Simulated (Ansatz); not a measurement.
GeH5OPSi: which of two isomers lies lower

We compare X, `[PH2][Ge@@H]1[O][SiH2]1`, a singlet, with Y, `[OH][Ge@@H]1[SiH2][PH]1`, a singlet. Both are isolated molecules in the gas phase, relaxed with PBE0-D3(BJ)/pcseg-1; the shapes shown needn't be the lowest conformers.

X (Å):

```xyz
9

Ge   -0.1135   -1.4688    0.5009
O    -1.5566   -1.5630    1.7952
P    -1.1039   -1.2197   -1.5766
Si   -0.6626   -0.2700    2.3621
H    -1.1901    0.2018   -1.4937
H     0.1565   -1.1937   -2.2509
H     0.6463   -2.8054    0.5722
H    -1.2713    1.0850    2.2488
H     0.0313   -0.4324    3.6699
```

Y (Å):

```xyz
9

Ge   -0.6877   -1.7728    1.0055
O     0.7887   -2.7749    1.2997
P    -0.6838    0.4377    1.8664
Si   -0.7128    0.0699   -0.4050
H     1.5972   -2.3007    1.0652
H    -1.8706   -2.6655    1.3631
H     0.5737    0.4454   -1.0513
H    -1.9072    0.4787   -1.1923
H    -2.1105    0.3754    1.9624
```

Energies in hartree; the thermal terms are from PBE0-D3(BJ)/pcseg-1 harmonic frequencies (ideal gas, rigid rotor, one conformer each, 298.15 K, 1 atm) and include the zero-point energy:

|  | X | Y |
| --- | --- | --- |
| E, CCSD(T)/def2-SVP | −2782.976527 | −2782.972059 |
| E, MP2/def2-SVP | −2782.917022 | −2782.912294 |
| E, MP2/def2-TZVPP | −2783.646261 | −2783.638296 |
| zero-point energy | 0.046617 | 0.047914 |
| H(298 K) − E | 0.054670 | 0.056336 |
| G(298 K) − E | 0.014453 | 0.015830 |

Correct the CCSD(T) difference for the basis set by the MP2 change, then work out ΔE, ΔE₀, ΔH and ΔG for X → Y in kcal/mol (1 Eh = 627.51 kcal/mol) and the equilibrium ratio [Y]/[X].

1. Differences Y − X: CCSD(T) +0.004468, MP2 in the small set +0.004728, MP2 in the large set +0.007965 Eh.
2. ΔE = +0.004468 + (+0.007965 − (+0.004728)) = +0.007705 Eh = +4.83 kcal/mol.
3. ΔE₀ = ΔE + ΔZPE = +0.007705 + (+0.001297) Eh = +5.65 kcal/mol.
4. ΔH = ΔE + (+0.001666) Eh = +5.88 kcal/mol.
5. ΔG = ΔE + (+0.001377) Eh = +5.70 kcal/mol, so ΔS = (ΔH − ΔG)/T = +2.5 J/(mol K).
6. kT = 0.9442 mEh, so K = [Y]/[X] = exp(−ΔG/kT) = exp(−9.62) ≈ 6.6 × 10^−5.

Structure X is favoured at this temperature. An error of 1 kcal/mol in ΔG would change K by a factor of 5.4. Mirror images and further conformers aren't counted.

As drawn, Y has 1 P–Si, 1 O–H in place of 1 O–Si, 1 P–H.

Other levels gave ΔE = +0.7 (PBE0-D3(BJ)/pcseg-1); +2.0 (HF/def2-SVP); +3.0 (MP2/def2-SVP); +2.8 (CCSD(T)/def2-SVP) kcal/mol. The correlated steps freeze 20 core orbitals; the filled d shell of Ge is correlated, in a basis made for valence electrons. Programs: Ansatz 0.2.0.

X lies below Y at every level listed, and the best estimate, ΔG = +5.70 kcal/mol, makes it the dominant partner at equilibrium. The gap is modest because the bond exchange nearly balances: X gains a strong, polar Si–O bond but keeps a P–H bond, whereas Y pays for its strong O–H bond with a much weaker P–Si bond. Ring strain probably offsets part of the advantage of X. Its oxygen is forced into a three-membered ring, where the Ge–O bond is clearly stretched compared with the exocyclic one in Y, while phosphorus tolerates the narrow angle better.

Zero-point energy widens the gap, as expected when a stiff O–H oscillator replaces a softer P–H one. Entropy hardly matters, since both isomers are compact monocycles. The larger basis also favours X, probably because it better describes polarisation around the strained Si–O–Ge unit. The preference for X is thus better supported than the exact ratio, and it says nothing about how fast the two would interconvert.
